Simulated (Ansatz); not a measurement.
# Strength of the Si–Si bond: Si(OH)2(SiH3) → SiH3 + Si(OH)2

Species: Si(OH)2(SiH3), doublet; SiH3 `[SiH3]`, doublet; Si(OH)2, singlet. 

Shapes, held fixed at every level: PBE0-D4/def2-TZVP. Flexible molecules stand in one conformer, not always the lowest. Programs: Ansatz 0.2.0. The zero-point and thermal change to 298 K, harmonic and unscaled (PBE0-D4/def2-TZVP), is -7.5 kJ/mol.

Q: Estimate ΔH(298 K) of this reaction.

A: The highest level, CCSD(T)/CBS estimate, gives ΔH(298 K) = +113.0 kJ/mol; the levels span +86.4 to +132.9. A fragment pairs its electrons up again, so this isn't a typical strength of such a bond. The column of differences is taken from that level and isn't an error. No measured value is set beside it here. Open shells run unrestricted unless RO is named. The CBS estimate extrapolates MP2 from def2-TZVPP and def2-QZVPP and adds CCSD(T) − MP2 in the triple-zeta set, cores frozen. Times are processor times on shared x86 and Arm servers, and rough.

```json
{"level": "PBE-D4/def2-TZVPP", "kind": "GGA", "ΔH(298 K) (kJ/mol)": "+124.4", "less CCSD(T)/CBS estimate": "+11.4", "CPU time (sum over the molecules)": "8.1 s"}
{"level": "B3LYP-D4/def2-TZVPP", "kind": "global hybrid", "ΔH(298 K) (kJ/mol)": "+112.3", "less CCSD(T)/CBS estimate": "-0.7", "CPU time (sum over the molecules)": "12 s"}
{"level": "BHLYP-D4/def2-TZVPP", "kind": "global hybrid", "ΔH(298 K) (kJ/mol)": "+120.3", "less CCSD(T)/CBS estimate": "+7.3", "CPU time (sum over the molecules)": "12 s"}
{"level": "r2SCAN0-D4/def2-TZVPP", "kind": "global hybrid", "ΔH(298 K) (kJ/mol)": "+132.9", "less CCSD(T)/CBS estimate": "+19.9", "CPU time (sum over the molecules)": "17 s"}
{"level": "MP2/def2-TZVPP", "kind": "perturbation theory", "ΔH(298 K) (kJ/mol)": "+109.8", "less CCSD(T)/CBS estimate": "-3.2", "CPU time (sum over the molecules)": "–"}
{"level": "CCSD(T)/def2-SVP", "kind": "coupled cluster or CI", "ΔH(298 K) (kJ/mol)": "+86.4", "less CCSD(T)/CBS estimate": "-26.6", "CPU time (sum over the molecules)": "15 s"}
{"level": "CCSD/def2-TZVPP", "kind": "coupled cluster or CI", "ΔH(298 K) (kJ/mol)": "+102.4", "less CCSD(T)/CBS estimate": "-10.6", "CPU time (sum over the molecules)": "–"}
{"level": "CCSD(T)/CBS estimate", "kind": "coupled cluster or CI", "ΔH(298 K) (kJ/mol)": "+113.0", "less CCSD(T)/CBS estimate": "0.0", "CPU time (sum over the molecules)": "11 min"}
```

Loss of SiH3 is endothermic at every level, but the cost is modest for a Si–Si bond because the other fragment is a stabilised silylene. In singlet Si(OH)2 the two nonbonding electrons occupy a silicon lone pair rich in 3s character, which the electronegative oxygens favour, while the oxygen lone pairs donate into the formally empty 3p orbital. Both effects repay part of the energy spent in breaking the bond.

Coupled cluster with the small def2-SVP basis gives only +86.4 kJ/mol against +113.0 at the CBS estimate, probably because the small set describes the bound radical less completely than the separated fragments; the number of electron pairs is the same on both sides. The density functionals show no steady trend with exact exchange: B3LYP lies below both PBE and BHLYP, and its near-match to the reference in a single reaction doesn't establish general accuracy for silyl radicals. The enthalpy alone doesn't settle how readily the radical fragments on heating, since dissociation also gains translational and rotational entropy.
